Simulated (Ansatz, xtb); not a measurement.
## Relative energy of two isomers of BrH7SSi3

We compare I, `[SiH3][SiH2][Si@@H](S)Br`, a singlet, with II, `[SiH3][Si@@H](Br)[SiH2]S`, a singlet. Both are isolated molecules in the gas phase, relaxed with PBE-D3(BJ)/def2-SVP; each stands in its lowest conformer found.

I (Å):

| atom | x (Å) | y (Å) | z (Å) |
| --- | --- | --- | --- |
| Br | -2.8039 | 1.6474 | -1.1506 |
| S | 0.7207 | 1.0883 | -2.0794 |
| Si | -1.0803 | -1.5068 | 0.9741 |
| Si | -0.3841 | 0.6971 | 1.4233 |
| Si | -0.6223 | 1.8779 | -0.5905 |
| H | -0.6931 | -2.4354 | 2.0926 |
| H | -2.5683 | -1.5473 | 0.7751 |
| H | -0.4079 | -1.9807 | -0.2898 |
| H | 1.0575 | 0.7232 | 1.8610 |
| H | -1.2425 | 1.3127 | 2.4970 |
| H | -0.3143 | 3.3462 | -0.5616 |
| H | 0.4219 | -0.2129 | -1.7973 |

II (Å):

```xyz
12

Br   -2.4317    0.9473    0.9262
S     3.0259    1.9754    1.7628
Si    0.3520    1.7273   -1.4738
Si   -0.4310    1.9907    0.7295
Si    1.1124    1.0506    2.2258
H     1.5613    2.5934   -1.6977
H    -0.7300    2.1127   -2.4449
H     0.7215    0.2844   -1.6812
H    -0.6318    3.4489    1.0585
H     0.7174    1.2078    3.6703
H     1.3133   -0.4047    1.9146
H     2.5919    3.2419    2.0223
```

Quicker runs give these differences E(II) − E(I): GFN2-xTB −0.150 eV; HF/STO-3G +0.029 eV (at GFN2-xTB geometries); r2SCAN-D4/def2-SVP +0.091 eV (at GFN2-xTB geometries).

Task: Estimate E(II) − E(I) at the level CCSD(T)/def2-SVP + ΔMP2/def2-TZVPP.

Result: Calculated at CCSD(T)/def2-SVP + ΔMP2/def2-TZVPP: E(II) − E(I) = +0.104 eV, so structure I lies lower.

Level by level:

```csv
level,geometry,E(II) − E(I) (eV),departure from the last row (eV),"job, with rough time for the two"
GFN2-xTB,GFN2-xTB,−0.150,−0.254,"optimisation, 0.55 s"
HF/STO-3G,GFN2-xTB,+0.029,−0.074,"single point, 0.58 s"
r2SCAN-D4/def2-SVP,GFN2-xTB,+0.091,−0.013,"single point, 3.4 s"
PBE-D3(BJ)/def2-SVP,PBE-D3(BJ)/def2-SVP,+0.127,+0.024,"optimisation, 48 s"
HF/def2-SVP,PBE-D3(BJ)/def2-SVP,+0.027,−0.077,part of the CCSD(T) run
MP2/def2-SVP,PBE-D3(BJ)/def2-SVP,+0.119,+0.016,part of the CCSD(T) run
CCSD(T)/def2-SVP,PBE-D3(BJ)/def2-SVP,+0.111,+0.007,single point
CCSD(T)/def2-SVP + ΔMP2/def2-TZVPP,PBE-D3(BJ)/def2-SVP,+0.104,,"single point, 45 s"
```

As drawn, both hold the same kinds of bond in the same numbers.

GFN2-xTB puts the two in the other order. The largest departure from CCSD(T)/def2-SVP + ΔMP2/def2-TZVPP is that of GFN2-xTB, 0.254 eV. The last row adds to CCSD(T) the change of the MP2 difference between the two basis sets, here −0.007 eV.

With thermal terms from frequencies at re-optimised GFN2-xTB minima (ideal gas, soft modes damped towards free rotors, one conformer each, 298.15 K, 1 atm): on the last row, ΔE + ΔZPE = +0.108, ΔH = +0.107, ΔG = +0.111 eV.

The correlated steps freeze 29 core orbitals; the filled d shell of Br is correlated, in a basis made for valence electrons. Codes used: Ansatz 0.2.0, xtb 6.7.1; the last row on 2 threads of Intel(R) Xeon(R) 6975P-C (Granite Rapids) on a shared host.

Placing bromine and the thiol group on the same silicon is favoured over placing them on neighbouring silicons, by +0.104 eV. Since the bond types match, the preference must come from how the substituents interact. In I the S–H bond lies gauche to Si–Br, an arrangement that lets a sulfur lone pair donate into the Si–Br antibonding orbital, the silicon analogue of the anomeric effect. That probably contributes, but Hartree–Fock already includes such donation and gives only +0.027 eV in the same basis where CCSD(T) gives +0.111 eV. Most of the preference is therefore a correlation effect, which suggests dispersion-like attraction between the large, polarisable bromine and sulfur atoms, held close together in I and far apart in II. The reversed order from GFN2-xTB may reflect an approximate description of two polar bonds sharing one silicon. Thermal terms barely alter the gap, so I should dominate at equilibrium between these two isomers, but nothing here shows how readily they would interconvert.
